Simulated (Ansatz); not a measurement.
SiF3 (SMILES F[Si](F)F): the energy, rung by rung

SiF3: 4 atoms, total charge 0, spin state doublet. SMILES: `F[Si](F)F`. The shape was relaxed beforehand at B3LYP/def2-SVP.

```tsv
atom	x (Å)	y (Å)	z (Å)
F	0.8007	-0.5175	1.1733
Si	-0.2905	0.2190	0.2408
F	-1.0126	-0.9100	-0.6574
F	0.5024	1.2086	-0.7567
```

Quantity: the adiabatic electron affinity (to the singlet anion, shapes relaxed at B3LYP/def2-SVP, no zero-point term), in eV. The values are calculated.

The electron affinity is E(neutral) − E(anion): positive where the electron is bound.

```csv
level,kind,program,value (eV)
UHF/def2-TZVPP,Hartree–Fock,Ansatz,1.01
UBLYP/def2-TZVPP,GGA,Ansatz,2.12
UPBE/def2-TZVPP,GGA,Ansatz,2.11
UB3LYP/def2-TZVPP,global hybrid,Ansatz,2.25
UCAM-B3LYP/def2-TZVPP,range-separated hybrid,Ansatz,2.26
UB2PLYP/def2-TZVPP,double hybrid,Ansatz,2.09
RPA@PBE/def2-TZVPP,RPA,Ansatz,2.33
UMP2/def2-TZVPP,perturbation theory,Ansatz,1.90
```

The values span 1.01 to 2.33 eV.

Every level binds the extra electron, but Hartree–Fock, at 1.01 eV, recovers only about half of the affinity found by the other methods, which lie between 1.90 and 2.33 eV. The electron enters the singly occupied, silicon-centred orbital of the pyramidal radical and completes a lone pair, giving an anion isoelectronic with PF3. Hartree–Fock misses the correlation within this new pair and its coupling to the Si–F bonding electrons, so it penalises the anion more than the neutral. MP2 restores most of the missing binding.

That the affinity is sizeable fits the bonding: fluorine withdraws charge from silicon, and the pyramidal shape mixes 3s character into the accepting orbital, lowering its energy.

The two GGAs nearly coincide, as do the two single hybrids, so range separation matters little here. Such agreement does not establish accuracy, however: the shared basis lacks diffuse functions, which the anion needs more than the neutral, so the affinities are probably somewhat underestimated at the self-consistent levels.
